At an Si–H distance of 1.468 Å the energy is −0.0002 eV, as if the molecule were more stable than at its own minimum. The zero of the table belongs to the structure that PBE0-D4 prefers, with an Si–H distance of 1.474 Å, whereas the CCSD(T) curve has its lowest point at a slightly shorter distance. The difference in energy is negligible, but it is useful: it suggests 1.47 Å as the bond length from which to measure a stretch by hand.

Rigid scan of the Si3–H6 stretch in CH3FSi (SMILES FC=[SiH2]; atoms in SMILES order, hydrogens last), computed with Ansatz 0.2.0 in the gas phase with def2-TZVPP, restricted orbitals and, for CCSD and CCSD(T), frozen cores. All other atoms stay as in the PBE0-D4/def2-TZVP minimum (stretch 1.474 Å), whose energy in each method is that column's zero.

| stretch (Å) | CCSD(T) (eV) | B3LYP-D4 (eV) | HF (eV) | CCSD (eV) |
| --- | --- | --- | --- | --- |
| 1.209 | 0.9785 | 0.9587 | 0.9622 | 0.9717 |
| 1.271 | 0.5120 | 0.5007 | 0.4947 | 0.5064 |
| 1.362 | 0.1294 | 0.1257 | 0.1159 | 0.1259 |
| 1.468 | -0.0002 | -0.0003 | -0.0012 | -0.0004 |
| 1.474 | 0.0000 | 0.0000 | 0.0000 | 0.0000 |
| 1.586 | 0.1106 | 0.1100 | 0.1336 | 0.1149 |
| 1.713 | 0.4058 | 0.4010 | 0.4669 | 0.4164 |
| 1.848 | 0.8226 | 0.8047 | 0.9387 | 0.8415 |
| 1.989 | 1.3002 | 1.2813 | 1.4917 | 1.3301 |
| 2.137 | 1.7981 | 1.7936 | 2.0907 | 1.8429 |

**From a spring to a bond**

The first idea is a spring, whose energy grows with the square of the displacement. It works only close to the minimum. A parabola with the curvature of the rule below gives 2.4 times the CCSD(T) energy at the longest distance and is a third too low at the shortest. The real bond is softer when pulled and harder when pushed.

A simple model makes this plausible. The attraction between silicon and hydrogen depends on the overlap of their orbitals, which falls off roughly exponentially with distance. The repulsion between electrons of like spin goes roughly as the square of that overlap, so it dies away twice as fast. On pulling, both forces fade and the spring weakens; on pushing, the repulsion wins quickly.

Let d be the Si–H distance less 1.47 Å, a the rate at which the attraction decays, and D the depth of the well. Attraction and repulsion must balance at d = 0, which fixes their relative size. The energy above the minimum is then

E = D (e^(−2ad) − 2e^(−ad) + 1) = D (1 − e^(−ad))².

This is the Morse curve, familiar from diatomic molecules such as HCl. The comparison is natural here because only one atom moves, along its bond, while the rest of the molecule is held rigid. The real bond energy is a different matter: once the hydrogen has left, the remaining fragment can relax, which lowers the cost below the limit of a rigid curve. In HCl this difference doesn't arise, because both fragments are single atoms.

**Two rows by hand**

For this bond, D = 4.9 eV and a = 1.4 Å⁻¹ serve well. They are rounded values chosen to follow the CCSD(T) column, so both rows worked here helped to set them. The exponential is easy to remember: every half ångström of stretch halves it.

*Stretched to 1.848 Å.* Here d = 0.378 Å and ad = 0.53, so the exponential is 0.59. The bracket is 0.41 and its square 0.17. Multiplied by 4.9 eV this gives 0.83 eV; the table has 0.82 eV.

*Squeezed to 1.209 Å.* Now d = −0.261 Å and ad = −0.365, so the exponential is 1.44. The bracket is −0.44 and its square 0.194. The result is 0.95 eV, against 0.98 eV in the table. This is the rule's largest miss.

**How far to trust it**

Wherever the energy exceeds 0.1 eV, the rule stays within 3% of CCSD(T). That accuracy depends on the bond length. With 1.474 Å in place of 1.47 Å, the estimate at 1.362 Å comes out 9% too high, because near the minimum a small shift is a sizeable part of the displacement.

A harder test is to fit the same curve only to the seven rows up to 1.713 Å and let it predict the three longer ones. It falls short by 0.04 eV at the far end, about 2%. The form therefore carries over to moderately longer stretches; the output printed after the text shows the details.

The fit to the seven rows prefers a shallower well, about 4.5 eV, with a slightly faster decay. Over the scan the two curves nearly coincide, so D must not be read as a bond energy. The last row has climbed to only 37% of 4.9 eV and the energy is still rising steeply. How the curve levels off lies beyond this table.

At the long end the reference itself becomes less certain. CCSD and CCSD(T) differ there by 0.045 eV, more than the rule misses by. Hartree–Fock lies 0.29 eV above CCSD(T), as is typical when a stretched electron pair is forced to share one orbital. The closed-shell determinant on which the coupled-cluster values rest is unstable towards an unrestricted one in every row. Since this happens even at the minimum, stretching the Si–H bond can't be the only cause; the weak π bond between carbon and silicon is a likely one. Either way, close agreement at long stretch is agreement with CCSD(T), not necessarily with nature.

**Without a computed curve**

The two constants can also come from general knowledge of the bond, while the bond length is kept at 1.47 Å. Take a rough bond energy of 4 eV for D. A rough Si–H stretching wavenumber of 2200 cm⁻¹ corresponds to a force constant k of about 17.3 eV/Å², and matching the curvature at the minimum gives a = √(k/2D), or about 1.47 Å⁻¹. For the eight rows above 0.1 eV the result is 9 to 13% too low.

The same recipe suggests what to expect of another single bond, though only this one is tested here: its stiffness sets the first rise, and for a given stiffness its strength decides how soon the curve bends away from the parabola. For the Si–H bond tested here, use the spring for displacements of a few hundredths of an ångström, the Morse curve from about a quarter of an ångström of squeeze to about 0.7 Å of stretch, and neither to read off the energy of the broken bond.

Printed output of the fit:

```
Hand rule against CCSD(T), energies in eV:
    row  d_in_A  exp(-1.4d)  CCSD(T)       rule  rule_less_CCSD(T)   parabola  no_fit_version
  1.209  -0.261       1.441   0.9785     0.9533           -0.02515     0.6542          0.8735
  1.271  -0.199       1.321    0.512     0.5058          -0.006222     0.3803          0.4612
  1.362  -0.108       1.163   0.1294     0.1306           0.001155      0.112          0.1183
  1.468  -0.002       1.003  -0.0002  3.852e-05          0.0002385  3.842e-05       3.463e-05
  1.474   0.004      0.9944        0  0.0001528          0.0001528  0.0001537       0.0001373
  1.586   0.116      0.8501   0.1106     0.1101         -0.0004986     0.1292          0.0982
  1.713   0.243      0.7116   0.4058     0.4075           0.001676     0.5671          0.3605
  1.848   0.378      0.5891   0.8226     0.8274           0.004807      1.372          0.7263
  1.989   0.519      0.4836      1.3      1.307            0.00673      2.587           1.138
  2.137   0.667      0.3931    1.798      1.805            0.00696      4.273           1.561
fit of ccsd_t on 7 rows (disp < 0.3): coefficient of (1 - exp(-s*disp))**2 4.548 +/- 0.0093, s 1.459; rms 0.00205, worst 1.271 0.0039, leave-one-out rms 0.00693
  rows outside the fit (model, value, miss): 1.848 0.817, 0.8226, -0.00559; 1.989 1.282, 1.3, -0.0181; 2.137 1.76, 1.798, -0.0384
Largest miss of the rule, eV: 0.02515
Rms miss of the rule over all rows, eV: 0.008903
Largest miss of the rule where the energy exceeds 0.1 eV, percent: 2.571
Parabola over CCSD(T) at 2.137, ratio: 2.376
Parabola over CCSD(T) at 1.209, ratio: 0.6686
Force constant from the recalled wavenumber, eV per A^2: 17.27
Decay constant of the no-fit version, per A: 1.469
No-fit version less CCSD(T), lowest, percent: -13.2
No-fit version less CCSD(T), highest, percent: -8.613
Miss at 1.362 if 1.474 is taken as bond length, percent: 9.129
CCSD(T) at 2.137 as share of the 4.9 eV, percent: 36.7
Mean CCSD(T) slope from 1.989 to 2.137, eV per A: 3.364
CCSD less CCSD(T) at 2.137, eV: 0.0448
HF less CCSD(T) at 2.137, eV: 0.2926
Largest B3LYP-D4 difference from CCSD(T), eV: 0.0198
```
